## How many states does a sandpile keep, and how large is its mean avalanche?

I am simulating the Bak–Tang–Wiesenfeld sandpile on an $L\times L$ square lattice ($N=L^2$ sites, lengths in lattice spacings). The height $z_i$ is a number of grains, and the stable values are $0,1,2,3$. A site with $z_i\ge 4$ topples: it loses four grains and each nearest neighbour gains one. All four edges are open, so grains sent off the lattice are lost. I add one grain at a uniformly random site, let the pile relax fully, and repeat. The size $s$ of the event is the total number of topplings. A site that topples twice counts twice, and $s=0$ if nothing topples.

I want exact numbers to test the code against:

1. For $L=2$ and $L=3$: how many configurations occur in the steady state, with what probabilities, and how many topplings does a grain added at $i$ cause at $j$ on average?
2. The steady-state entropy per site for $L=64$ and for $L\to\infty$. I have seen $4G/\pi\approx1.166$, with $G=1-\tfrac1{3^2}+\tfrac1{5^2}-\dots$ Catalan's constant. Where does it come from?
3. The mean size $\langle s\rangle$ for $L=64$. Why should it grow as $L^2$ in every dimension?

---

## Answer

All of these numbers come from one matrix. Write a toppling at $j$ as $z_k\to z_k-\Delta_{jk}$, with $\Delta_{jj}=4$, $\Delta_{jk}=-1$ for nearest neighbours and zero otherwise. Its entries are grains per toppling, so $\Delta^{-1}$ is in topplings per grain. The results of the first section are due to Dhar (1990). Entropies are in $k_B$ with natural logarithms, and $M\equiv L+1$ throughout.

### Why the formulas hold

**Commutation.** Toppling $j$ never lowers the height of another site. If $j$ and $k$ are both unstable, either may go first, the other stays unstable, and both orders give $z-\Delta_{j\cdot}-\Delta_{k\cdot}$. Relaxation ends because grains drain through the edges. By induction on the number of topplings, the final stable state and the number of topplings at each site do not depend on the order. Let $a_i$ mean "add a grain at $i$ and relax". Adding at $i$ and $j$ first and relaxing afterwards is one allowed order, so $a_ia_j=a_ja_i$.

**Recurrent set.** The full state ($z_i=3$ everywhere) is reached from any stable state by additions alone. Let $\mathcal R$ be the set of states reachable from the full state. These are then reachable from every stable state, and they are the recurrent states of the Markov chain. Any $C\in\mathcal R$ can be reached from $a_iC$, so $C=w\,a_iC=a_i(wC)$ for some product $w$ of additions, with $wC\in\mathcal R$. Thus $a_i$ maps the finite set $\mathcal R$ onto itself and is a permutation of it.

**Counting.** Four grains added at $i$ force a toppling there, which leaves one extra grain on each neighbour. Hence $\prod_k a_k^{\Delta_{ik}}=1$ on $\mathcal R$. Conversely, if $\prod_k a_k^{n_k}C=C$, move the negative powers to the other side and count grains: $n=\Delta t$, where the integer vector $t$ is a difference of toppling numbers. So the $a_i$ generate the group $\mathbb Z^N/\Delta\mathbb Z^N$, which acts on $\mathcal R$ transitively and with no element other than the identity fixing a state. Its order is the volume of the unit cell of the lattice $\Delta\mathbb Z^N$:
$$|\mathcal R|=\det\Delta .$$
Join all the bonds that leave the lattice to one extra sink vertex (a corner site gets two such bonds). Then $\Delta$ is the Laplacian of this graph with the sink row and column removed, and Kirchhoff's matrix-tree theorem says that $\det\Delta$ is the number of its spanning trees.

**Uniform measure.** On $\mathcal R$ the transition matrix is $\frac1N\sum_i a_i$, an average of permutation matrices. It leaves the uniform distribution unchanged, and the chain is irreducible on $\mathcal R$, so this stationary state is unique. Each recurrent state has probability $1/\det\Delta$, each other stable state has probability zero, and $S=k_B\ln\det\Delta$.

**Mean topplings.** Let $\mathcal G_{ij}$ be the mean number of topplings at $j$ after a grain is added at $i$. If $C$ is uniform on $\mathcal R$, so is $a_iC$, and the mean height at each site $k$ is unchanged: $0=\delta_{ik}-\sum_j\mathcal G_{ij}\Delta_{jk}$. Therefore
$$\mathcal G=\Delta^{-1},\qquad \langle s\rangle=\frac1N\sum_{i,j}(\Delta^{-1})_{ij}.$$

**Spectrum.** With $\theta_m=m\pi/M$ and $m,n=1,\dots,L$, the eigenvectors are $\frac2M\sin(\theta_mx)\sin(\theta_ny)$ and the eigenvalues are
$$\lambda_{mn}=4-2\cos\theta_m-2\cos\theta_n .$$

### 1. Small lattices

**$L=2$.** The eigenvalues are $2,4,4,6$ grains per toppling, so $\det\Delta=192$ out of $4^4=256$ stable states, a fraction $0.75$.

This can be confirmed by direct counting. Call a set $F$ of sites forbidden if every site in it has fewer grains than it has neighbours inside $F$. Additions, and topplings outside $F$, only raise heights in $F$. If a toppling at $i\in F$ produced a forbidden $F$, then $F\setminus\{i\}$ was already forbidden before it. The full state has no forbidden set, so no recurrent state has one.

The four sites form a ring. A site with $z\ge2$ ("high") cannot belong to a forbidden set. Among the low sites ($z\le1$) the forbidden patterns are two adjacent zeros, the path $0,1,0$, and all four sites low.

| high sites | stable states | without a forbidden set |
|---|---|---|
| 4 | 16 | 16 |
| 3 | 64 | 64 |
| 2 | 96 | 80 |
| 1 | 64 | 32 |
| 0 | 16 | 0 |

The last column sums to 192. It contains $\mathcal R$ and has the same size, so it is $\mathcal R$, and the other 64 stable states are transient.

Inverting $\Delta$ gives, in topplings per grain, $\mathcal G_{ii}=7/24=0.2917$, $1/12=0.0833$ for a neighbour and $1/24=0.0417$ for the diagonal site. A row sums to $\langle s\rangle=0.5$ topplings per grain.

The table tests $\mathcal G_{ii}$ as well. No site can topple twice here: the first to do so would need eight grains in all, and it can have had at most $3+1+2=6$. So $\mathcal G_{ii}$ must equal the probability that $z_i=3$. The number of high sites summed over $\mathcal R$ is $4\cdot16+3\cdot64+2\cdot80+1\cdot32=448$, or 112 per site. Heights 2 and 3 enter the rules alike, so 56 states have $z_i=3$, and $56/192=7/24$. The mean size of the events with $s>0$ is $(1/2)/(7/24)=12/7=1.714$ topplings.

**$L=3$.** The eigenvalues are $4\pm2\sqrt2$ (once each), $4\pm\sqrt2$ (twice each) and $4$ (three times), so
$$\det\Delta=8\cdot14^2\cdot4^3=100352$$
out of $4^9=262144$ stable states, a fraction $0.3828$.

For a grain added at the centre, let $g_0,g_1,g_2$ be the mean topplings at the centre, at one edge site and at one corner. Grain balance reads $4g_0-4g_1=1$, $4g_1-g_0-2g_2=0$, $4g_2-2g_1=0$, which gives
$$g_0=\tfrac38=0.375,\qquad g_1=\tfrac18=0.125,\qquad g_2=\tfrac1{16}=0.0625\quad\text{topplings per grain}.$$
An edge toppling loses one grain and a corner toppling two, so the loss is $4\cdot\frac18+4\cdot2\cdot\frac1{16}=1$ grain per grain added, as it must be.

The mean size for a grain added at $i$ is $\phi_i=\sum_j\mathcal G_{ij}$, the solution of $\Delta\phi=1$. It is $9/8=1.125$ at the centre, $7/8=0.875$ at an edge site and $11/16=0.6875$ at a corner. Averaging,
$$\langle s\rangle=\tfrac19\left(\tfrac98+4\cdot\tfrac78+4\cdot\tfrac{11}{16}\right)=\tfrac{59}{72}=0.8194\ \text{topplings per grain}.$$

### 2. Entropy

One of the two products over modes can be done exactly. Define $\alpha_m>0$ by $\cosh\alpha_m=2-\cos\theta_m$, which is the same as $\sinh(\alpha_m/2)=\sin(\theta_m/2)$. The standard identity
$$\prod_{n=1}^{M-1}\left(2\cosh\alpha-2\cos\frac{n\pi}M\right)=\frac{\sinh M\alpha}{\sinh\alpha}$$
then gives
$$\ln\det\Delta=\sum_{m=1}^{M-1}\Big[M\alpha_m-\ln(2\sinh\alpha_m)+\ln\!\left(1-e^{-2M\alpha_m}\right)\Big].$$

*First term.* The function $\alpha(\theta)=2\operatorname{arsinh}\sin(\theta/2)$ is smooth on $[0,\pi]$, with $\alpha(0)=0$, $\alpha(\pi)=2\ln(1+\sqrt2)$, $\alpha'(0)=1$ and $\alpha'(\pi)=0$. The Euler–Maclaurin formula with step $\pi/M$ gives
$$M\sum_m\alpha_m=\frac{M^2}\pi\int_0^\pi\alpha\,d\theta-M\ln(1+\sqrt2)-\frac\pi{12}+O(M^{-2}).$$
The integral equals $4J(1)$ with $J(k)=\int_0^{\pi/2}\operatorname{arsinh}(k\sin u)\,du$. Differentiate and set $t=\cos u$:
$$J'(k)=\int_0^1\frac{dt}{\sqrt{1+k^2-k^2t^2}}=\frac{\arctan k}k .$$
Integrating the series of $\arctan k/k$ from 0 to 1 term by term gives $J(1)=G=0.915966$. This is where Catalan's constant enters.

*Second term.* With $\sigma_m=\sin(\theta_m/2)$ one has $2\sinh\alpha_m=2\sigma_m\sqrt{4+4\sigma_m^2}=2\sigma_m\sqrt{6-2\cos\theta_m}$. Use $\prod_m2\sigma_m=\sqrt M$, and the product identity with $\cosh\alpha=3$, where $e^{\alpha}=(1+\sqrt2)^2$ and $2\sinh\alpha=2^{5/2}$. Up to exponentially small terms,
$$\sum_m\ln(2\sinh\alpha_m)=\tfrac12\ln M+M\ln(1+\sqrt2)-\tfrac54\ln2 .$$

*Third term.* Only small $m$ matter, where $M\alpha_m\to m\pi$ with corrections of order $M^{-2}$.

Together,
$$\frac S{k_B}=\frac{4G}\pi M^2-2M\ln(1+\sqrt2)-\frac12\ln M+c+O(M^{-2}),$$
$$c=\tfrac54\ln2-\tfrac\pi{12}+\sum_{m\ge1}\ln\left(1-e^{-2\pi m}\right)=0.6028 .$$
Already at $L=3$ this gives $11.519$, against the exact $\ln100352=11.516$.

**Infinite lattice.** $S/N\to4G/\pi\;k_B=1.1662\,k_B$ per site, or $1.6825$ bits per site. The number of recurrent states grows as $3.210^N$, while the number of stable states grows as $4^N$ ($1.3863\,k_B$ per site). The constraint costs $0.2201\,k_B$ per site, so the recurrent fraction vanishes exponentially in $N$.

**$L=64$.** With $M=65$,
$$S/k_B=4927.379-114.579-2.087+0.603=4811.316,$$
and the exact 64-term sum gives the same digits. This is $1.1746\,k_B$ per site, or $3.37\times10^{2089}$ recurrent states, a fraction $10^{-376.5}$ of the stable ones.

| $L$ | 1 | 2 | 3 | 64 | $\infty$ |
|---|---|---|---|---|---|
| $S/N$ ($k_B$ per site) | 1.3863 | 1.3144 | 1.2796 | 1.1746 | 1.1662 |

The limit is approached from above. Putting $M=L+1$, the term linear in $L$ is $4L\cdot\frac12\left[4G/\pi-\ln(1+\sqrt2)\right]$, an excess of $0.1424\,k_B$ per lattice spacing of edge. Edge sites have fewer neighbours, so the forbidden-set rule restricts them less. At $L=64$ this term adds $0.0089\,k_B$ per site and the logarithmic and constant terms add $-0.0005\,k_B$ per site.

### 3. Mean avalanche size

Since $\sum_{x=1}^{L}\sin(\theta_mx)=\cot(\theta_m/2)$ for odd $m$ and zero for even $m$, and $\lambda_{mn}=4(\sigma_m^2+\sigma_n^2)$,
$$\langle s\rangle=\frac1{L^2M^2}\sum_{m,n\ \text{odd}}\frac{\cot^2(\theta_m/2)\cot^2(\theta_n/2)}{\sigma_m^2+\sigma_n^2}.$$
For $L=1$ this is $0.25$ topplings per grain: a lone site topples at every fourth grain.

One sum can again be done. Expand the source of $\Delta\phi=1$ as $1=\sum_{n\,\text{odd}}\frac2M\cot(\theta_n/2)\sin(\theta_ny)$. For each $n$ the $x$-dependence obeys $2\cosh\alpha_n\,f(x)-f(x+1)-f(x-1)=1$ with $f(0)=f(M)=0$, so
$$f(x)=\frac1{4\sigma_n^2}\left[1-\frac{\cosh\alpha_n(x-M/2)}{\cosh(\alpha_nM/2)}\right],$$
$$\sum_{x=1}^{L}f=\frac{M-\tanh(M\alpha_n/2)\coth(\alpha_n/2)}{4\sigma_n^2}.$$
Summing over $y$ supplies a second factor $\cot(\theta_n/2)$. The part proportional to $M$ is $M$ times the chain result $\sum_y y(M-y)/2=(M^3-M)/12$. With $\coth(\alpha_n/2)=\sqrt{1+\sigma_n^2}/\sigma_n$,
$$L^2\langle s\rangle=\frac{M^2(M^2-1)}{12}-\frac1{2M}\sum_{n\ \text{odd}}^{L}\frac{(1-\sigma_n^2)\sqrt{1+\sigma_n^2}}{\sigma_n^5}\tanh\frac{M\alpha_n}2 .$$
At $L=3$ the right side is $20-12.625=7.375=59/8$, which reproduces the value found above.

For large $M$ put $\sigma_n\to n\pi/2M$ and $M\alpha_n/2\to n\pi/2$. Then $L^2\langle s\rangle\to\kappa_2M^4$ with
$$\kappa_2=\frac1{12}-\frac{16}{\pi^5}\sum_{n\ \text{odd}}\frac{\tanh(n\pi/2)}{n^5}=0.083333-0.052284\times0.92168=0.035144,$$
in topplings per grain per (lattice spacing)$^2$. It is the mean of the solution of $-\nabla^2\phi=1$ on the unit square with $\phi=0$ on the boundary.

For $L=64$ the 32 terms of the exact sum give
$$\langle s\rangle=153.04\ \text{topplings per grain}.$$
The leading form $\kappa_2M^4/L^2$ gives $153.16$; the excess of $0.12$ is the lattice correction of relative order $M^{-2}$. The bare $\kappa_2L^2=143.95$ is about 6 per cent low, because $\phi$ vanishes at $x=0$ and $x=M$, one spacing outside the outermost rows. A fit of simulation data should therefore use $(L+1)^4/L^2$ as its variable.

**Why $L^2$.** Write $\Delta=4(1-P)$, where $P$ is the step matrix of a simple random walk that is killed when it leaves the lattice. Then $\mathcal G_{ij}=\frac14\sum_{t\ge0}(P^t)_{ij}$ is a quarter of the mean number of visits to $j$, and $4\langle s\rangle$ is the mean number of steps, the exit step included, for a walker with a uniform starting point. Each toppling moves four grains by one bond, and the mean flow of grains obeys the same linear equation as the mean flow of walkers. For $L=64$ this is $612.2$ steps. Diffusion over a distance $L$ takes a number of steps of order $L^2$.

On a $d$-dimensional hypercube with all faces open, $\Delta_{jj}=2d$ and every argument of the first section carries over. Let $u$ be the normalised uniform vector, so that $\langle s\rangle=u^{T}\Delta^{-1}u$. All terms of the mode sum are positive. Keeping only the lowest mode $\psi_1$ gives a lower bound, and replacing every eigenvalue by the lowest gives an upper bound:
$$\frac{(u\cdot\psi_1)^2}{\lambda_{\min}}\le\langle s\rangle\le\frac1{\lambda_{\min}},\qquad\lambda_{\min}=4d\sin^2\frac\pi{2M},$$
$$(u\cdot\psi_1)^2=\left[\frac2{ML}\cot^2\frac\pi{2M}\right]^d .$$
As $L\to\infty$, $\lambda_{\min}\to d\pi^2/L^2$ and the overlap tends to $(8/\pi^2)^d$. So $\langle s\rangle\to\kappa_dL^2$ with
$$\frac{(8/\pi^2)^d}{d\pi^2}\le\kappa_d\le\frac1{d\pi^2}.$$

| $d$ | lower bound | $\kappa_d$ | upper bound |
|---|---|---|---|
| 1 | 0.0821 | 0.0833 | 0.1013 |
| 2 | 0.0333 | 0.0351 | 0.0507 |
| 3 | 0.0180 | between the bounds | 0.0338 |

The chain is exact at any length: $\langle s\rangle=(M^3-M)/12L=(L+1)(L+2)/12$, which is $357.5$ topplings per grain at $L=64$. The dimension changes the prefactor and leaves the exponent at 2.

### What the result covers

- It holds for topplings counted with multiplicity and averaged over all added grains, including those with $s=0$. The number of distinct toppled sites can be smaller, and $\mathcal G_{ij}$ only bounds from above the probability that $j$ topples.
- The exponent assumes that grains are added throughout the bulk. A grain added next to an open edge has $\phi_i$ of order $L$, since $\phi$ rises from zero at the boundary with a slope of order $L^2/L$.
- It fixes one moment of the size distribution. If one assumes the simple form $P(s)\propto s^{-\tau}f(s/L^D)$ with $1<\tau<2$, then $\langle s\rangle\propto L^{D(2-\tau)}$ and $D(2-\tau)=2$. The theorem determines neither exponent alone, and it does not establish that this form holds.
- Averages must be taken after the pile has entered $\mathcal R$. Starting from the full state puts it there at once, after which it still has to mix over $\mathcal R$.

The targets for the code, all exact properties of the model, are 192 equally likely states with $\langle s\rangle=0.5$ at $L=2$, 100352 states with $\langle s\rangle=0.8194$ at $L=3$, and $S/N=1.1746\,k_B$ per site with $\langle s\rangle=153.04$ topplings per grain at $L=64$.